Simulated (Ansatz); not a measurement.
How methods differ on AlH2I (SMILES [H][Al]([H])[I])

AlH2I has 4 atoms, charge 0, and is taken as a singlet. As SMILES, `[H][Al]([H])[I]`. The shape comes from GFN2-xTB, which is rough for such elements, and wasn't checked as a minimum.

```xyz
4

Al    0.1134    0.1896    0.0013
H     1.6492    0.2169    0.0106
H    -0.5891    1.5553   -0.0222
I    -1.1735   -1.9618    0.0104
```

Quantity: the energy change with the Al1–I4 bond stretched from 2.507 to 3.134 Å, in eV. The values are calculated.

| level | kind | program | value (eV) | less FCI/STO-3G | CPU time (all runs) |
| --- | --- | --- | --- | --- | --- |
| HF/STO-3G (restricted) | Hartree–Fock | Ansatz | 2.31 | +0.23 | 0.79 s |
| SVWN5/STO-3G (restricted) | LDA | Ansatz | 1.98 | -0.10 | 2.4 s |
| revPBE/STO-3G (restricted) | GGA | Ansatz | 1.81 | -0.27 | 3.6 s |
| r2SCAN/STO-3G (restricted) | meta-GGA | Ansatz | 1.97 | -0.11 | 9.6 s |
| B3LYP/STO-3G (restricted) | global hybrid | Ansatz | 1.90 | -0.18 | 4 s |
| PBE0/STO-3G (restricted) | global hybrid | Ansatz | 2.04 | -0.04 | 3.7 s |
| wB97M-V/STO-3G (restricted) | range-separated hybrid | Ansatz | 2.13 | +0.05 | 47 s |
| RPA@PBE/STO-3G (restricted) | RPA | Ansatz | 1.89 | -0.19 | 5.3 s |
| BCCD(T)/STO-3G (restricted) | coupled cluster or CI | Ansatz | 2.09 | +0.01 | 1.1 s |
| FCI/STO-3G | exact in the basis | Ansatz | 2.08 | 0.00 | 11 s |

FCI/STO-3G is exact within its basis and frozen core, so for wave-function methods in that basis the difference is their error; functionals converge differently with the basis, so for them it is only a difference. All-electron rows without a relativistic Hamiltonian named are non-relativistic. The first shape isn't each level's own minimum. The values span 1.81 to 2.31 eV. All rows use very small basis sets, so even the best lies far from the true value. In the correlated wave-function rows the outer d shell of I is correlated, in sets not made for it. Times are those of the runs behind each value, whatever else they computed, on shared processors of several kinds: orders of magnitude only.

Stretching the Al–I bond weakens the overlap between the aluminium 3s/3p hybrid and iodine 5p, and also costs part of the attraction between the positively polarised metal and the halogen. Hartree–Fock gives the largest energy rise, 2.31 eV against 2.08 eV for FCI, probably because a restricted determinant keeps too much ionic character as the electron pair begins to separate. BCCD(T) comes within 0.01 eV of FCI, which suggests that the stretched bond is still within reach of a single-reference treatment.

The density functionals don't follow a simple ladder: B3LYP falls below both SVWN5 and r2SCAN, while PBE0 and wB97M-V bracket the FCI value. Even the FCI rise looks too steep for an Al–I single bond, probably because the minimal basis leaves the orbitals little freedom to relax and polarise as the atoms move apart. The stretched geometry is still short of separated fragments, so the ordering here needn't carry over to bond dissociation energies.
